# Notes: the angle redundancy of CH$_3$Cl

## The problem

I treat $^{12}$C$^{1}$H$_3\,^{35}$Cl at a $C_{3v}$ reference geometry with ten valence coordinates: the C–Cl stretch $\Delta R$, three C–H stretches $\Delta r_i$, three H–C–H angles $\Delta\alpha_{ij}$ and three H–C–Cl angles $\Delta\beta_i$.

Inputs:

- typical geometry: $r = 108.5$ pm, $R = 177.6$ pm, $\alpha = 110.4^\circ$;
- masses: $m_\mathrm{H} = 1.00783$ u, $m_\mathrm{C} = 12$ u, $m_\mathrm{Cl} = 34.9689$ u, with $1\ \mathrm{u} = 1.66054\times10^{-27}$ kg;
- an illustrative diagonal valence field without linear terms,
$$2V = f_R\,\Delta R^2 + f_r\sum\Delta r_i^2 + f_\alpha\sum (r\Delta\alpha_{ij})^2 + f_\beta\sum (r\Delta\beta_i)^2,$$
with $f_R = 340$, $f_r = 500$, $f_\alpha = 45$, $f_\beta = 60$ N m$^{-1}$, round values of typical size.

I want (a) the symmetry species of the redundancy, (b) its first-order form, (c) the $A_1$ block of $G$ with its null vector and a non-redundant bending coordinate, (d) the cost of imposing the tetrahedral condition $\sum\Delta\alpha+\sum\Delta\beta=0$ instead, and (e) the size of the second-order term of the redundancy.

Conventions: $z$ points from C to Cl, and $\mathbf e_0,\mathbf e_1,\mathbf e_2,\mathbf e_3$ are unit vectors from C to Cl, H$_1$, H$_2$, H$_3$. Angle changes are in radians and are multiplied by $r$, so every coordinate is a length and every element of $G$ has the unit kg$^{-1}$. I write $s=\sin\beta$, $c=\cos\beta$, $\mu_X = 1/m_X$. I carry unrounded values from step to step, as if the inputs were exact.

## Why the rule holds

To first order the $n$ internal coordinates are $\mathbf q = B\mathbf x$, with $\mathbf x$ the $3N$ Cartesian displacements. A redundancy is a vector $\mathbf u$ with $\mathbf u^T\mathbf q = 0$ for all $\mathbf x$, that is $B^T\mathbf u = 0$. With $G = BM^{-1}B^T$,
$$\mathbf u^T G\,\mathbf u = \left|M^{-1/2}B^T\mathbf u\right|^2 .$$
The mass matrix is positive definite, so $G\mathbf u = 0$ holds exactly when $B^T\mathbf u=0$. The redundancies are the null vectors of $G$, and they do not depend on the masses.

For each operation $g$ of the point group, $D_\mathrm{int}(g)B = B D_\mathrm{Cart}(g)$, so $B$ carries each symmetry species onto itself. Translations and rotations go to zero. If the set is complete, meaning that nothing else goes to zero and $B$ has rank $3N-6$, the image of $B$ is a copy of $\Gamma_\mathrm{vib}$. Its orthogonal complement, the null space of $B^T$, then has
$$\Gamma_\mathrm{red} = \Gamma_\mathrm{int}-\Gamma_\mathrm{vib}.$$
Without completeness the subtraction can hide a missing coordinate behind a redundant one of the same species, so I check the rank in (c).

Familiar cases for orientation: the six angles of tetrahedral XY$_4$ span $A_1+E+T_2$ and the $A_1$ sum is redundant. The twelve right angles of octahedral XY$_6$ span $A_{1g}+E_g+T_{2g}+T_{1u}+T_{2u}$, and the three sums over four coplanar angles, $A_{1g}+E_g$, are redundant. A planar $D_{6h}$ six-ring with six stretches, six bends and six torsions has $A_{1g}+E_{1u}$ redundant in the plane and $A_{1u}+E_{1g}$ out of it. In XY$_4$ a single set of equivalent angles carries the redundancy and symmetry alone fixes its form. In CH$_3$Cl two inequivalent sets share it, and geometry must supply the ratio.

## (a) Species

An unmoved atom contributes $3$, $0$, $1$ to the Cartesian character under $E$, $C_3$, $\sigma_v$. There are 5, 2 and 3 unmoved atoms. For the internal coordinates I count those mapped onto themselves.

| | $E$ | $2C_3$ | $3\sigma_v$ | reduction |
|---|---|---|---|---|
| Cartesian | 15 | 0 | 3 | $4A_1+A_2+5E$ |
| translations and rotations | 6 | 0 | 0 | $A_1+A_2+2E$ |
| $\Gamma_\mathrm{vib}$ | 9 | 0 | 3 | $3A_1+3E$ |
| $\Delta R$ | 1 | 1 | 1 | $A_1$ |
| $\Delta r$, $\Delta\alpha$, $\Delta\beta$, each | 3 | 0 | 1 | $A_1+E$ |
| $\Gamma_\mathrm{int}$ | 10 | 1 | 4 | $4A_1+3E$ |

The difference has characters $(1,1,1)$, so $\Gamma_\mathrm{red}=A_1$: one relation, totally symmetric.

## (b) Form

Four vectors in three dimensions are linearly dependent. At the reference geometry the transverse parts of the C–H vectors cancel, so $\mathbf e_1+\mathbf e_2+\mathbf e_3 = 3c\,\mathbf e_0$. Squaring gives
$$1+2\cos\alpha = 3\cos^2\beta .$$
With $\cos\alpha=-0.348572$ and $\sin\alpha = 0.937282$, and the root with $\beta>90^\circ$: $c=-0.317729$, $s = 0.948181$, $\beta = 108.526^\circ$.

The Gram matrix $\Theta_{ab}=\mathbf e_a\cdot\mathbf e_b=\cos\theta_{ab}$ is singular at every geometry. At the reference its zero eigenvalue is non-degenerate, with eigenvector $\mathbf w=(-3c,1,1,1)$. The eigenvalue stays zero, so its first-order shift vanishes, $\mathbf w^T\delta\Theta\,\mathbf w=0$. With $\delta\Theta_{ab}=-\sin\theta_{ab}\,\Delta\theta_{ab}$ this reads $\sum_{a<b}w_aw_b\sin\theta_{ab}\,\Delta\theta_{ab}=0$, or
$$\sum\Delta\alpha_{ij}+\gamma\sum\Delta\beta_i = 0,\qquad \gamma=-\frac{3\sin\beta\cos\beta}{\sin\alpha}=\sqrt{\frac{2(1+2\cos\alpha)}{1+\cos\alpha}} .$$
The second form follows from $9s^2c^2=(1+2\cos\alpha)\cdot 2(1-\cos\alpha)$ and $\sin^2\alpha=(1-\cos\alpha)(1+\cos\alpha)$. The relation holds for any small distortion, symmetric or not, and contains no stretch and no bond length. At $\cos\alpha=-1/3$ it gives $\gamma=1$, the XY$_4$ sum. At $\alpha=120^\circ$ it gives $\gamma=0$, the planar condition $\sum\Delta\alpha=0$.

Here $\gamma = 0.903795/0.937282=0.96427$ and $\gamma^2=0.92982$. The slope is $d\gamma/d\alpha=-\sin\alpha/[\gamma(1+\cos\alpha)^2]=-2.29$ rad$^{-1}$, or $-0.040$ per degree. A change of $0.1^\circ$ in $\alpha$ moves $\gamma$ by 0.004, so as a statement about the geometry I keep $\gamma\approx0.96$ and $1-\gamma\approx0.036$, the latter good to about a tenth of itself. The further digits serve the bookkeeping.

As a test I verify $B^T\mathbf u=0$ atom by atom. The gradient of $r\Delta\theta_{ab}$ with respect to the position of end atom $a$, at distance $r_a$ from C, is $(r/r_a)(\cos\theta_{ab}\,\mathbf e_a-\mathbf e_b)/\sin\theta_{ab}$. On H$_1$ the two angles $\alpha_{12},\alpha_{13}$ give
$$\frac{2\cos\alpha\,\mathbf e_1-\mathbf e_2-\mathbf e_3}{\sin\alpha}=\frac{3c\,(c\,\mathbf e_1-\mathbf e_0)}{\sin\alpha}=-\gamma\,\frac{c\,\mathbf e_1-\mathbf e_0}{s},$$
which cancels $\gamma$ times the gradient of $r\Delta\beta_1$. On Cl the three $\beta$ gradients sum to $(r/Rs)(3c\,\mathbf e_0-\sum\mathbf e_i)=0$. On C the cancellation follows because the gradients of each coordinate sum to zero over the atoms.

## (c) The $A_1$ block of $G$

The symmetry coordinates are $S_R=\Delta R$, $S_r=\sum\Delta r_i/\sqrt3$, $S_\alpha=r\sum\Delta\alpha_{ij}/\sqrt3$, $S_\beta=r\sum\Delta\beta_i/\sqrt3$. They depend only on the four orthonormal $A_1$ Cartesian combinations $(z_\mathrm{Cl},\,z_\mathrm{C},\,\sqrt3 z_\mathrm{H},\,\sqrt3\rho_\mathrm{H})$, where $z_\mathrm H$ and $\rho_\mathrm H$ are the common axial and outward radial displacements of the hydrogens. From $\Delta r=s\rho_\mathrm H+c(z_\mathrm H-z_\mathrm C)$ and $r\Delta\beta=c\rho_\mathrm H-s(z_\mathrm H-z_\mathrm C)$ the rows of $B$ are
$$S_R:(1,-1,0,0),\quad S_r:(0,-\sqrt3c,c,s),\quad S_\beta:(0,\sqrt3s,-s,c),$$
and by (b) the row of $S_\alpha$ is $-\gamma$ times that of $S_\beta$. The three rows shown are independent: only $S_R$ involves Cl, and the hydrogen parts $(c,s)$ and $(-s,c)$ are orthogonal. The block has rank 3, matching $3A_1$. The $E$ species is complete too: the relation in (b) is the only one among the six angles, since five angles are needed to fix four directions up to a rotation, and the four bond lengths are free, which gives rank 9.

Weighting the columns with $(\mu_\mathrm{Cl},\mu_\mathrm C,\mu_\mathrm H,\mu_\mathrm H)$:
$$G_{RR}=\mu_\mathrm{Cl}+\mu_\mathrm C,\quad G_{Rr}=\sqrt3c\,\mu_\mathrm C,\quad G_{R\beta}=-\sqrt3s\,\mu_\mathrm C,$$
$$G_{rr}=\mu_\mathrm H+3c^2\mu_\mathrm C,\quad G_{r\beta}=-3sc\,\mu_\mathrm C,\quad G_{\beta\beta}=\mu_\mathrm H+3s^2\mu_\mathrm C,$$
and each index $\alpha$ in place of $\beta$ brings a factor $-\gamma$. The length $R$ enters only the $E$ block. In units of $10^{25}$ kg$^{-1}$, $\mu_\mathrm H=59.754$, $\mu_\mathrm C=5.018$, $\mu_\mathrm{Cl}=1.722$, and

| $G/10^{25}\,\mathrm{kg^{-1}}$ | $S_R$ | $S_r$ | $S_\alpha$ | $S_\beta$ |
|---|---|---|---|---|
| $S_R$ | 6.741 | −2.762 | 7.947 | −8.242 |
| $S_r$ | −2.762 | 61.273 | −4.374 | 4.536 |
| $S_\alpha$ | 7.947 | −4.374 | 68.146 | −70.671 |
| $S_\beta$ | −8.242 | 4.536 | −70.671 | 73.289 |

In every row the third entry plus $\gamma$ times the fourth vanishes within rounding, so $(0,0,1,\gamma)$ is the null vector. With $\mathcal N=\sqrt{1+\gamma^2}=1.38918$,
$$S_0=\frac{S_\alpha+\gamma S_\beta}{\mathcal N}=0.7198\,S_\alpha+0.6941\,S_\beta=0,\qquad S_u=\frac{\gamma S_\alpha-S_\beta}{\mathcal N}.$$
Per single angle the coefficients of $S_0$ are 0.4156 for each $r\Delta\alpha$ and 0.4008 for each $r\Delta\beta$, against $1/\sqrt6=0.4082$ for all six in the tetrahedral case. The umbrella coordinate $S_u$, orthogonal to $S_0$, equals $-\mathcal N S_\beta$ on the constraint. Hence $G_{uu}=\mathcal N^2G_{\beta\beta}=141.43$, $G_{Ru}=11.449$ and $G_{ru}=-6.301$, again in $10^{25}$ kg$^{-1}$.

One consequence for force constants: replacing $F$ by $F+\mathbf a\mathbf u^T+\mathbf u\mathbf a^T$, with $\mathbf a$ arbitrary, leaves $\mathbf q^TF\mathbf q$ unchanged for all allowed $\mathbf q$. Of the ten constants of a general $4\times4$ $A_1$ block, four combinations are therefore undetermined and six are physical.

## (d) Imposing the tetrahedral condition

The combination $S_t=(S_\alpha+S_\beta)/\sqrt2$ lies at an angle $\delta$ from $S_0$ in the $(S_\alpha,S_\beta)$ plane, with $\tan\delta=(1-\gamma)/(1+\gamma)$, so $\delta=1.04^\circ$. It is not a null vector: $S_t=(1-\gamma)S_\beta/\sqrt2$, which gives $G_{tt}=\tfrac12(1-\gamma)^2G_{\beta\beta}=0.0468\times10^{25}$ kg$^{-1}$ and $G_{Rt}=-0.208\times10^{25}$ kg$^{-1}$.

Using $S'=(S_\alpha-S_\beta)/\sqrt2=-(1+\gamma)S_\beta/\sqrt2$ as the third coordinate is legitimate, since it is a non-zero multiple of $S_\beta$. The mistake arises on transforming both $F$ and $G$ to $(S',S_t)$ and striking out the row and column of $S_t$. The correct bending energy is $2V=f_\alpha S_\alpha^2+f_\beta S_\beta^2=KS_\beta^2$ with
$$K=\gamma^2f_\alpha+f_\beta=101.84\ \mathrm{N\,m^{-1}} .$$
Striking out $S_t$ keeps only $2V=\tfrac12(f_\alpha+f_\beta)S'^2=K'S_\beta^2$ with
$$K'=\tfrac14(1+\gamma)^2(f_\alpha+f_\beta)=101.28\ \mathrm{N\,m^{-1}} .$$
The kinetic energy is untouched, so the whole mistake is $K'/K-1=-0.55\,\%$. To first order in $1-\gamma$ it equals $(1-\gamma)(f_\alpha-f_\beta)/(f_\alpha+f_\beta)=-0.51\,\%$: it comes from the dropped cross term between $S'$ and $S_t$, whose constant is $\tfrac12(f_\alpha-f_\beta)$.

For the frequencies I solve $\det(GF-\lambda)=0$, $\lambda=\omega^2$, in $(S_R,S_r,S_\beta)$ with $F=\mathrm{diag}(f_R,f_r,K)$. The diagonal bending element alone is $G_{\beta\beta}K=7.464\times10^{28}$ s$^{-2}$. The kinetic coupling to the stretches shifts it by far more than the effect I am after, so I keep the full $3\times3$ problem. Its roots are $\lambda=1.847$, $7.812$ and $30.73\times10^{28}$ s$^{-2}$. The middle one is the model's umbrella mode, $\omega=2.795\times10^{14}$ s$^{-1}$, or $\omega/2\pi c_0=1.484\times10^5$ m$^{-1}$ with $c_0$ the speed of light. With $K'$ the root becomes $7.772\times10^{28}$ s$^{-2}$ and $\omega'=2.788\times10^{14}$ s$^{-1}$, lower by $0.26\,\%$. These are harmonic numbers of the diagonal model, and only their comparison with each other is meant.

## (e) Second order

Along the symmetric path $\cos\alpha=(3\cos^2\beta-1)/2$ is exact. Differentiating with respect to $\beta$ gives $\sin\alpha\;\alpha'=\tfrac32\sin2\beta$, so $\alpha'=-\gamma$ as before, and once more
$$\alpha''=\frac{3\cos2\beta-\gamma^2\cos\alpha}{\sin\alpha}=\frac{-2.39429+0.32411}{0.937282}=-2.2087\ \mathrm{rad^{-1}} .$$
Thus $\Delta\alpha+\Delta\beta=(1-\gamma)\Delta\beta-1.104\ \mathrm{rad^{-1}}\,\Delta\beta^2+\dots$ The two terms are equal in size at $|\Delta\beta|=0.032$ rad, about $1.9^\circ$.

For the zero-point amplitude I use $\langle S_\beta^2\rangle=\sum_kL_{\beta k}^2\,\hbar/2\omega_k$, where $S_\beta=\sum_kL_{\beta k}Q_k$ in mass-weighted normal coordinates and $\sum_kL_{\beta k}^2=G_{\beta\beta}$. Assigning the whole sum to the umbrella mode is an estimate worth two figures: $\langle S_\beta^2\rangle\approx\hbar G_{\beta\beta}/2\omega=1.4\times10^{-22}$ m$^2$, an rms value of 12 pm. With $S_\beta=\sqrt3\,r\Delta\beta$ this is $\Delta\beta_\mathrm{rms}\approx0.063$ rad, or $3.6^\circ$. There the linear non-tetrahedral term is $2.2\times10^{-3}$ rad and the quadratic term $4.3\times10^{-3}$ rad, about twice as large. The $E$ bends add further quadratic terms, allowed because $E\otimes E$ contains $A_1$; I have not evaluated them.

The quadratic term does not disturb (c) and (d). $G$ is defined by first derivatives at the reference geometry, and the quadratic term reaches the harmonic constants only through a term of $V$ linear in $S_0$, which the field excludes. It does matter for finite displacements, for instance on a grid of geometries for an anharmonic potential, where the exact condition $\det\Theta=0$ has to replace the linear one.

## Result

The ten coordinates span $4A_1+3E$ against $3A_1+3E$ vibrations, and the one redundancy is $A_1$: $\sum\Delta\alpha+\gamma\sum\Delta\beta=0$ with $\gamma=-3\sin\beta\cos\beta/\sin\alpha\approx0.96$ at the assumed $\alpha=110.4^\circ$. In the diagonal model, taking $\gamma=1$ when deleting the redundant coordinate lowers the effective bending constant by about half a per cent and the model's umbrella frequency by about a quarter of a per cent.